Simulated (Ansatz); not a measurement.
## A series in volume scale on P

Results calculated with Ansatz 0.2.0, not measured. Plane-wave DFT, scalar-relativistic PAW made under PBE with cores redone for the functional, no dispersion; the given relaxed cell is scaled uniformly, energy at zero smearing counts from the unscaled cell, pressure at the given Fermi-Dirac smearing is positive in compression.

The cell before it is scaled or strained (space group P6/mmm, No. 191):
```
cell vectors (Å)
   4.4753     0.0000     0.0000
  -2.2377     3.8758     0.0000
   0.0000     0.0000     2.4992
atoms (fractions of the cell vectors)
P   0.00000  1.00000  0.00000
P   0.33333  0.66667  0.50000
P   0.66667  0.33333  0.50000
```

Settings of every row: spin polarised no; functional r2SCAN; wave cutoff 500 eV; smearing width 0.1 eV; k mesh 9x9x14.

Atom starting moment: 0 on all atoms.

Limits: the cell comes from a prototype or a list of computed structures and needn't be the stable phase.

| row | volume scale | V (Å³/atom) | energy change per atom (meV) | pressure (GPa) |
| --- | --- | --- | --- | --- |
| 1 | 0.88 | 12.716 | 74.76 | 15.13 |
| 2 | 0.92 | 13.294 | ? | ? |
| 3 | 0.96 | 13.872 | 7.2 | 4.2 |
| 4 | 1.04 | 15.028 | 6.75 | -3.47 |
| 5 | 1.08 | 15.606 | 25.05 | -6.33 |
| 6 | 1.12 | 16.184 | 52.72 | -8.65 |

Question: what energy change per atom and pressure should row 2 give?

Worked fit of energy change per atom. Take u = (V_r/V)^(2/3) − 1 with V_r = 15.028 Å³ an atom, which is twice the finite (Eulerian) strain; such expansions in the strain, on which the Birch-Murnaghan equation of state is built, carry the rest volume and the bulk modulus. The shown rows have u = 0.11781, 0.05481, 0, -0.02485, -0.0482. Least squares give energy change per atom = 6.997 − 503.48 × u + 9162.01 × u² meV; a straight line predicts inner rows, each left out in turn, worse (root mean square 30 against 0.46 meV). The rows lie off it by -0.08, 0.27, -0.25, -0.12, 0.17 (root mean square 0.19 meV). The withheld row has u = 0.08517, so the fit gives 6.997 − 503.48 × (0.08517) + 9162.01 × (0.08517)² = 30.58 meV.

The calculation gave 31.1 meV. The fit lies 0.52 meV (1.7 % of the value, 0.76 % of the column's range) below it; its largest miss of a shown row is 0.27 meV.

Worked fit of pressure. Take u = (V_r/V)^(2/3) − 1 with V_r = 15.028 Å³ an atom, which is twice the finite (Eulerian) strain; such expansions in the strain, on which the Birch-Murnaghan equation of state is built, carry the rest volume and the bulk modulus. The shown rows have u = 0.11781, 0.05481, 0, -0.02485, -0.0482. Least squares give pressure = −3.448 + 122.695 × u + 297.69 × u² GPa; a straight line predicts inner rows, each left out in turn, worse (root mean square 0.98 against 0.048 GPa). The rows lie off it by -0.01, 0.03, -0.02, -0.02, 0.02. The pressure vanishes at u = 0.0264, or V = 14.45 Å³ an atom, and there the bulk modulus at fixed shape and fractions is B = −V dP/dV = (2/3)(1 + u) dP/du = 94.7 GPa. Letting shape and atoms relax would as a rule lower it, by much in layered, chain or molecular crystals. The withheld row has u = 0.08517, so the fit gives −3.448 + 122.695 × (0.08517) + 297.69 × (0.08517)² = 9.16 GPa.

The calculation gave 9.23 GPa. The fit lies 0.07 GPa (0.29 % of the column's range) below it; its largest miss of a shown row is 0.03 GPa.
